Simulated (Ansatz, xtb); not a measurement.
## Isomers of C4H5FGeS in order of energy

6 gas-phase structures of C4H5FGeS, from a drawn sample of its isomers (lower ones may exist). Each was relaxed with GFN2-xTB:

A. `Fc1c[c]([GeH3])cs1`, a singlet
B. `Fc1cc[c]([GeH3])s1`, a singlet
C. `Fc1ccs[c]1[GeH3]`, a singlet
D. `Fc1csc[c]1[GeH3]`, a singlet
E. `Fc1cs[c]([GeH3])c1`, a singlet
F. `Fc1scc[c]1[GeH3]`, a singlet

**Question.** Estimate their order in r2SCAN-D4/def2-SVP energy at these geometries, lowest first.

**Answer.** Calculated order at r2SCAN-D4/def2-SVP: C (0.0), D (1.5), E (1.7), B (4.8), F (5.0), A (6.3) kcal/mol. Less than 1 kcal/mol parts D and E; B and F, so the order within those pairs means little.

Energies above the lowest of each column, in kcal/mol; the last columns are at B3LYP/def2-SVP geometries:

| structure | GFN2-xTB | HF/STO-3G | r2SCAN-D4/def2-SVP | B3LYP/def2-SVP | CCSD(T)/def2-SVP + ΔMP2/def2-TZVPP |
| --- | --- | --- | --- | --- | --- |
| C | 0.0 | 0.0 | 0.0 | 0.0 | 0.0 |
| D | 0.2 | 0.7 | 1.5 | 1.1 | 1.1 |
| E | 1.9 | 1.4 | 1.7 | 1.9 | 1.5 |
| B | 4.0 | 0.8 | 4.8 | 5.0 | 5.0 |
| F | 2.9 | 0.2 | 5.0 | 4.9 | 5.1 |
| A | 4.8 | 1.2 | 6.3 | 6.2 | 6.1 |

Every level run on C puts it lowest or level with the lowest. ΔMP2 is the change of the MP2 energy from the smaller to the larger basis.

Over these structures GFN2-xTB departs from r2SCAN-D4/def2-SVP by 0.7 kcal/mol on average once a common shift is removed. A GFN2-xTB relaxation took about 0.13 s and the r2SCAN-D4/def2-SVP energy about 4.2 s on a shared host (Ansatz 0.2.0, xtb 6.7.1).

All six isomers are fluoro(germyl)thiophenes, and the position of fluorine largely sets the order: the three with fluorine β to sulfur (C, D, E) lie below the three with it α (B, F, A) at every level except HF/STO-3G. Two smaller preferences act within each group, for germyl at an α carbon and for germyl next to fluorine. C satisfies all three and A none, which accounts for the two ends of the scale.

The α carbons of thiophene are electron-rich and bear carbanionic charge well. This probably favours the electropositive germyl group there and disfavours fluorine, whose lone pairs repel the π density. An adjacent fluorine likely helps by inductively stabilising the polarised C–Ge bond and by electrostatic attraction to germanium.

HF/STO-3G nearly loses the fluorine effect, placing F only 0.2 kcal/mol above C against 5.1 with coupled cluster, plausibly because a minimal basis describes the polar C–F bond and sulfur poorly. These relative energies say nothing about which ring position would react fastest in a synthesis.
